**Energy dependence of the 2s photoionisation cross section of Sr⁴⁺**

The table holds the $L_1$ (2s) cross section of Sr⁴⁺ from 4560 eV to 185 keV and one asymmetry parameter, from a Dirac-Hartree-Slater independent-particle calculation with all multipoles and a Dirac-Fock threshold. The program tests the hydrogenic Stobbe formula for bare $Z=38$, multiplied by the Sauter-to-Born ratio and one fitted constant, against a power law and a fitted effective charge, all fitted to the seven rows from 39.9 keV up. The model matches these rows within 1.5 % of the table and lies 9 % above the unfitted 4560 eV row, where the effective charge is 21 % high and the power law a factor of three high. The log-log slope of the table rises from 2.36 to about 2.9 and levels off; in the model this is 3.5 minus a shrinking Coulomb part and a growing Sauter part (higher multipoles, partly offset by relativity).

Radial Dirac-Fock and Kohn-Sham solver 2: photoionisation of the L1 (2s) subshell of Sr4+, [Ar] 3d10 4s2 4p4, nuclear rms radius 4.224 fm. Bound and continuum orbitals use the initial-state Dirac-Hartree-Slater potential with a Latter tail; cross sections include all multipoles (length form), beta only the dipole term, and the threshold is from Dirac-Fock Delta-SCF.

## Program and output

```python
# Table: 2s (L1) photoionisation cross section (kb) and beta of Sr4+ against photon energy; radial solver,
# Dirac-Hartree-Slater potential with Latter tail, all multipoles. Tested: hydrogenic Stobbe 2s formula
# (Z = 38) x Sauter/Born factor x one fitted constant N, against a power law and a fitted effective charge.
T = {
    'photon_energies': [4560, 39900, 56100, 59320, 100000, 150000, 151000, 185000],  # eV
    'cross_section': [17.36, 0.1047, 0.04104, 0.03512, 0.007929, 0.002439, 0.002392, 0.001324],  # kb
    'beta': [1.998, None, None, None, None, None, None, None],
}
import numpy as np
from scipy.constants import alpha, physical_constants as pc
from scipy.optimize import minimize_scalar
Ha = pc['Hartree energy in eV'][0]; mc2 = pc['electron mass energy equivalent in MeV'][0]*1e6
a02 = pc['Bohr radius'][0]**2/1e-25   # kb
Z = 38; thr = 2282.1   # threshold in eV: further result of the same run
E = np.array(T['photon_energies'], float); s = np.array(T['cross_section'], float)
def stobbe(E, Z):
    out = []
    for e in E:
        x = Z*Z*Ha/8/e
        if x < 1:
            y = np.sqrt(1/x-1); f = np.exp(-8*np.arctan(y)/y)/(1-np.exp(-4*np.pi/y))   # eta = 2/y
        else:
            y = np.sqrt(1-1/x); f = np.exp(-8*np.arctanh(y)/y)   # continued below the hydrogenic edge
        out.append(2*2**14*np.pi**2/3*alpha*a02/Z**2*x**4*(1+3*x)*f)
    return np.array(out)
k = E/mc2; g = 1+k; p = np.sqrt(g*g-1)
R = 1.5*p**3*(4/3+g*(g-2)/(g+1)*(1-np.log((g+p)/(g-p))/(2*g*p)))/(4*np.sqrt(2)*k**1.5)
S = stobbe(E, Z); up = E > Z*Z*Ha/8
N = np.exp(np.mean(np.log(s/(S*R))[up])); N0 = np.exp(np.mean(np.log(s/S)[up]))
Ze = minimize_scalar(lambda z: np.sum(np.log(stobbe(E, z)*R/s)[up]**2), bounds=(30, 38), method='bounded').x
c = np.polyfit(np.log(E[up]), np.log(s[up]), 1)
M = {'N*Stobbe*Sauter': N*S*R, 'N0*Stobbe': N0*S, 'Zeff*Sauter': stobbe(E, Ze)*R,
     'power law': np.exp(np.polyval(c, np.log(E)))}
err = {m: 100*(v/s-1) for m, v in M.items()}
rnd = 0.5*10**(np.floor(np.log10(s))-3)/s
print(f"threshold {thr} eV; lowest energy/threshold {E[0]/thr:.3f}; bare hydrogenic 2s edge {Z*Z*Ha/8:.0f} eV; (Z alpha)^2 {(Z*alpha)**2:.3f}")
print(f"fall first to last row: factor {s[0]/s[-1]:.0f}; E^-3.5 would give {(E[-1]/E[0])**3.5:.0f}")
print(f"fall second to last row: factor {s[1]/s[-1]:.1f}; E^-3.5 would give {(E[-1]/E[1])**3.5:.1f}")
print("fits use the rows above the bare edge; the first row is a prediction")
print(f"N {N:.3f}; N0 (no Sauter factor) {N0:.3f}; Zeff {Ze:.2f}; power-law exponent {c[0]:.3f}")
print("E(eV)  E/mc2  Z/k(E-thr)  Stobbe(kb)  Sauter/Born  table/Stobbe  table/(Stobbe*Sauter)")
eta = Z/np.sqrt(2*(E-thr)/Ha)
for i in range(len(E)):
    print(f"{E[i]:7.0f} {k[i]:.3f} {eta[i]:.2f} {S[i]:.4g} {R[i]:.3f} {s[i]/S[i]:.3f} {s[i]/S[i]/R[i]:.3f}")
print("model minus table in %: E(eV), " + ", ".join(M) + ", rounding of table")
for i in range(len(E)):
    print(f"{E[i]:7.0f} " + " ".join(f"{err[m][i]:+7.2f}" for m in M) + f"   {100*rnd[i]:.3f}")
for m in M:
    e = err[m][up]; j = np.argmax(abs(e))
    print(f"{m}: rms {np.sqrt(np.mean(e**2)):.2f} %, worst fitted row {E[up][j]:.0f} eV ({e[j]:+.2f} %)")
dl = np.diff(np.log(E)); sl = lambda v: -np.diff(np.log(v))/dl
st, sS, sR = sl(s), sl(S), sl(R); du = (rnd[1:]+rnd[:-1])/dl
print("slope -dln(sigma)/dlnE: interval(eV), table, +-rounding, model = 3.5 - Coulomb part - Sauter part, table-model")
for i in range(len(dl)):
    print(f"{E[i]:.0f}-{E[i+1]:.0f}: {st[i]:.3f} +-{du[i]:.3f}  {sS[i]+sR[i]:.3f} = 3.5 - {3.5-sS[i]:.3f} - {-sR[i]:.3f}  {st[i]-sS[i]-sR[i]:+.3f}")
print(f"narrow interval: drop {100*(1-s[6]/s[5]):.2f} %; slope minus mean of neighbours {st[5]-(st[4]+st[6])/2:+.3f}")
b = [(e, x) for e, x in zip(E, T['beta']) if x is not None]
print(f"beta given in {len(b)} row: {b[0][0]:.0f} eV, 2 - beta = {2-b[0][1]:.3f} (rounding 0.0005)")
assert np.all(st > 2) and np.all(st < 3.5)
assert np.all(np.diff(st[:5]) > 0)
assert abs(st[5]-(st[4]+st[6])/2) < du[5]
assert abs(2-b[0][1]) < 0.01
```

Printed output:

```
threshold 2282.1 eV; lowest energy/threshold 1.998; bare hydrogenic 2s edge 4912 eV; (Z alpha)^2 0.077
fall first to last row: factor 13112; E^-3.5 would give 425328
fall second to last row: factor 79.1; E^-3.5 would give 214.6
fits use the rows above the bare edge; the first row is a prediction
N 0.793; N0 (no Sauter factor) 0.856; Zeff 35.80; power-law exponent -2.857
E(eV)  E/mc2  Z/k(E-thr)  Stobbe(kb)  Sauter/Born  table/Stobbe  table/(Stobbe*Sauter)
   4560 0.009 2.94 23.87 1.002 0.727 0.725
  39900 0.078 0.72 0.1279 1.023 0.819 0.801
  56100 0.110 0.60 0.0496 1.034 0.827 0.800
  59320 0.116 0.59 0.04235 1.036 0.829 0.800
 100000 0.196 0.45 0.00933 1.069 0.850 0.795
 150000 0.294 0.36 0.002768 1.120 0.881 0.787
 151000 0.295 0.36 0.002713 1.121 0.882 0.787
 185000 0.362 0.33 0.001458 1.162 0.908 0.781
model minus table in %: E(eV), N*Stobbe*Sauter, N0*Stobbe, Zeff*Sauter, power law, rounding of table
   4560   +9.30  +17.73  +21.19 +204.34   0.029
  39900   -0.96   +4.54   +1.35   +2.65   0.048
  56100   -0.93   +3.46   +0.35   -1.09   0.012
  59320   -0.91   +3.24   +0.20   -1.45   0.014
 100000   -0.23   +0.73   -0.51   -1.83   0.006
 150000   +0.78   -2.85   -0.46   +0.19   0.021
 151000   +0.81   -2.92   -0.45   +0.24   0.021
 185000   +1.47   -5.72   -0.23   +1.37   0.038
N*Stobbe*Sauter: rms 0.93 %, worst fitted row 185000 eV (+1.47 %)
N0*Stobbe: rms 3.65 %, worst fitted row 185000 eV (-5.72 %)
Zeff*Sauter: rms 0.62 %, worst fitted row 39900 eV (+1.35 %)
power law: rms 1.50 %, worst fitted row 39900 eV (+2.65 %)
slope -dln(sigma)/dlnE: interval(eV), table, +-rounding, model = 3.5 - Coulomb part - Sauter part, table-model
4560-39900: 2.356 +-0.000  2.402 = 3.5 - 1.089 - 0.009  -0.045
39900-56100: 2.748 +-0.002  2.747 = 3.5 - 0.721 - 0.032  +0.001
56100-59320: 2.791 +-0.005  2.789 = 3.5 - 0.671 - 0.040  +0.002
59320-100000: 2.850 +-0.000  2.837 = 3.5 - 0.603 - 0.060  +0.013
100000-150000: 2.908 +-0.001  2.883 = 3.5 - 0.503 - 0.114  +0.025
150000-151000: 2.928 +-0.062  2.886 = 3.5 - 0.463 - 0.151  +0.042
151000-185000: 2.913 +-0.003  2.880 = 3.5 - 0.443 - 0.176  +0.032
narrow interval: drop 1.93 %; slope minus mean of neighbours +0.018
beta given in 1 row: 4560 eV, 2 - beta = 0.002 (rounding 0.0005)
```
